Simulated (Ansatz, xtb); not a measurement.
# Relative energy of two isomers of C3H11NSi3

We compare a, `C#C[SiH2]N([SiH3])[SiH2]C`, a singlet, with b, `C=C1C[SiH2]N([SiH3])[SiH2]1`, a singlet. Both are isolated molecules in the gas phase, relaxed with PBE-D3(BJ)/def2-SVP; the shapes shown needn't be the lowest conformers.

a (Å):

```yaml
atoms:
  - { symbol: C, position_ang: [-3.3533, 0.7414, 1.2206] }
  - { symbol: C, position_ang: [-2.7600, -0.0192, 0.4585] }
  - { symbol: C, position_ang: [0.2091, 2.5023, -0.5263] }
  - { symbol: N, position_ang: [-0.2503, -0.4462, -1.0603] }
  - { symbol: Si, position_ang: [-1.8343, -1.1187, -0.6982] }
  - { symbol: Si, position_ang: [1.2079, -1.2596, -0.4854] }
  - { symbol: Si, position_ang: [-0.1548, 1.1672, -1.8017] }
  - { symbol: H, position_ang: [-3.8797, 1.4056, 1.8941] }
  - { symbol: H, position_ang: [-1.6275, -2.4539, -0.0393] }
  - { symbol: H, position_ang: [-2.6663, -1.2790, -1.9381] }
  - { symbol: H, position_ang: [2.3865, -0.4525, -0.9592] }
  - { symbol: H, position_ang: [1.2566, -1.3493, 1.0181] }
  - { symbol: H, position_ang: [1.3066, -2.6580, -1.0343] }
  - { symbol: H, position_ang: [-1.4941, 1.4090, -2.4478] }
  - { symbol: H, position_ang: [0.9120, 1.1562, -2.8646] }
  - { symbol: H, position_ang: [1.1867, 2.3221, -0.0343] }
  - { symbol: H, position_ang: [-0.5790, 2.5019, 0.2536] }
  - { symbol: H, position_ang: [0.2415, 3.5062, -0.9973] }
```

b (Å):

```xyz
18

C    -1.9879    2.4350    2.1255
C    -1.2435    1.7781    1.2106
C    -0.5835    2.4293    0.0129
N    -0.9614   -0.2957   -0.6339
Si   -0.9812    1.2778   -1.4557
Si   -0.8808   -1.8545   -1.4468
Si   -1.0894   -0.1063    1.1278
H    -2.5005    1.9051    2.9456
H    -2.1192    3.5316    2.0893
H     0.5253    2.4198    0.1220
H    -0.8998    3.4830   -0.1341
H    -2.3230    1.6038   -2.0619
H     0.0484    1.3121   -2.5542
H    -0.2230   -2.8469   -0.5250
H    -0.0739   -1.7186   -2.7104
H    -2.2410   -2.3895   -1.8160
H    -2.2897   -0.7956    1.7233
H     0.1378   -0.6605    1.8084
```

Which of the two would you expect CCSD(T)/def2-SVP + ΔMP2/def2-TZVPP electronic energies to favour?

Structure b; the calculation gives E(b) − E(a) = −19.7 kcal/mol.

Level by level:

| level | geometry | E(b) − E(a) (kcal/mol) | departure from the last row (kcal/mol) | job, with rough time for the two |
| --- | --- | --- | --- | --- |
| GFN2-xTB | GFN2-xTB | −30.5 | −10.9 | optimisation, 0.59 s |
| HF/STO-3G | GFN2-xTB | −30.9 | −11.2 | single point, 0.36 s |
| r2SCAN-D4/def2-SVP | GFN2-xTB | −26.3 | −6.6 | single point, 2.4 s |
| PBE-D3(BJ)/def2-SVP | PBE-D3(BJ)/def2-SVP | −28.4 | −8.7 | optimisation, 28 s |
| HF/def2-SVP | PBE-D3(BJ)/def2-SVP | −20.0 | −0.3 | part of the CCSD(T) run |
| MP2/def2-SVP | PBE-D3(BJ)/def2-SVP | −20.8 | −1.1 | part of the CCSD(T) run |
| CCSD(T)/def2-SVP | PBE-D3(BJ)/def2-SVP | −22.1 | −2.4 | single point |
| CCSD(T)/def2-SVP + ΔMP2/def2-TZVPP | PBE-D3(BJ)/def2-SVP | −19.7 |  | single point, 40 s |

As drawn, b has 1 C=C, 1 C–C in place of 1 C≡C. Structure a has no ring, b a 5-membered ring.

None of the levels shown reverses the order. The largest departure from CCSD(T)/def2-SVP + ΔMP2/def2-TZVPP is that of HF/STO-3G, 11.2 kcal/mol. The last row adds to CCSD(T) the change of the MP2 difference between the two basis sets, here +2.4 kcal/mol.

With thermal terms from frequencies at re-optimised GFN2-xTB minima (ideal gas, soft modes damped towards free rotors, one conformer each, 298.15 K, 1 atm): the zero-point term adds +2.2 kcal/mol; ΔH is −18.7 and ΔG −15.7 kcal/mol.

The correlated steps freeze 19 core orbitals. Run with Ansatz 0.2.0, xtb 6.7.1; the last row on 4 threads of Intel(R) Xeon(R) 6975P-C (Granite Rapids) on a shared host.

The preference for b comes mainly from exchanging a π component of the alkyne for a C–C σ bond. The numbers of C–H, Si–H, Si–C and Si–N bonds are unchanged, so little else in the bonding opposes this gain. Strain in the five-membered ring probably takes back only a small part of it, since the long bonds to silicon and the soft angles there ease ring closure.

Ring closure also stiffens the skeleton and removes soft torsions, which fits the zero-point penalty and the fall from −18.7 in ΔH to −15.7 kcal/mol in ΔG. Entropy thus weakens the preference without overturning it.

The near-agreement of HF/def2-SVP with the final value is a cancellation: in that basis, correlation through CCSD(T) shifts the balance towards b, while the basis-set correction shifts it back. PBE exaggerates the preference even against CCSD(T) in the same basis and at the same geometries. The energies establish a thermodynamic driving force for cyclisation, but say nothing of the barrier to forming the new C–C bond.
